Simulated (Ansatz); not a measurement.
**Ligand exchange: SiH2(CH3)(NH2) + BH(NH2)2 → SiH2(NH2)2 + BH(CH3)(NH2)**

Gas-phase species: SiH2(CH3)(NH2), singlet; BH(NH2)2, singlet; SiH2(NH2)2, singlet; BH(CH3)(NH2), singlet. The partners trade CH3 for NH2: Si–CH3 and B–NH2 bonds give way to Si–NH2 and B–CH3.

Shapes, held fixed at every level: PBE0-D4/def2-TZVP. Flexible molecules stand in one conformer, not always the lowest. Programs: Ansatz 0.2.0. The zero-point and thermal change to 298 K, harmonic and unscaled (PBE0-D4/def2-TZVP), is -0.3 kJ/mol.

```
                level                    kind  ΔH(298 K) (kJ/mol)  less CCSD(T)/CBS estimate
        HF/def2-TZVPP            Hartree–Fock               +24.5                       +0.5
   PBE0-D4/def2-TZVPP           global hybrid               +29.2                       +5.2
r2SCAN0-D4/def2-TZVPP           global hybrid               +27.4                       +3.4
   wB97X-V/def2-TZVPP  range-separated hybrid               +26.5                       +2.5
       MP2/def2-TZVPP     perturbation theory               +24.8                       +0.8
     CCSD(T)/def2-SVP   coupled cluster or CI               +33.6                       +9.6
   CCSD(T)/def2-TZVPP   coupled cluster or CI               +24.6                       +0.6
 CCSD(T)/CBS estimate   coupled cluster or CI               +24.0                        0.0
```

The highest level, CCSD(T)/CBS estimate, gives ΔH(298 K) = +24.0 kJ/mol; the levels span +24.0 to +33.6. The column of differences is taken from that level and isn't an error. No measured value is set beside it here. The CBS estimate extrapolates MP2 from def2-TZVPP and def2-QZVPP and adds CCSD(T) − MP2 in the triple-zeta set, cores frozen.

The exchange is endothermic at every level: relative to methyl, the amino group prefers boron to silicon. The main reason is probably π bonding. Nitrogen's lone pair donates into the empty 2p orbital of three-coordinate boron, whereas tetrahedral silicon offers only Si–X σ* orbitals, which are weaker acceptors. Both amino groups in BH(NH2)2 share a single acceptor orbital, so the enthalpy reflects the loss of the second, already weakened donation and not the full strength of a B–N π bond.

Because the bond types are largely matched on the two sides, correlation contributions nearly cancel, and Hartree–Fock falls only 0.5 kJ/mol from the highest level. The basis set matters more: CCSD(T) drops from +33.6 to +24.6 kJ/mol between def2-SVP and def2-TZVPP, so the outlying value reflects the small basis, not the coupled-cluster treatment. The three density functionals all make the exchange somewhat more endothermic than the highest level does, without changing the preference. An exchange enthalpy of this kind doesn't yield individual Si–N or B–N bond strengths.
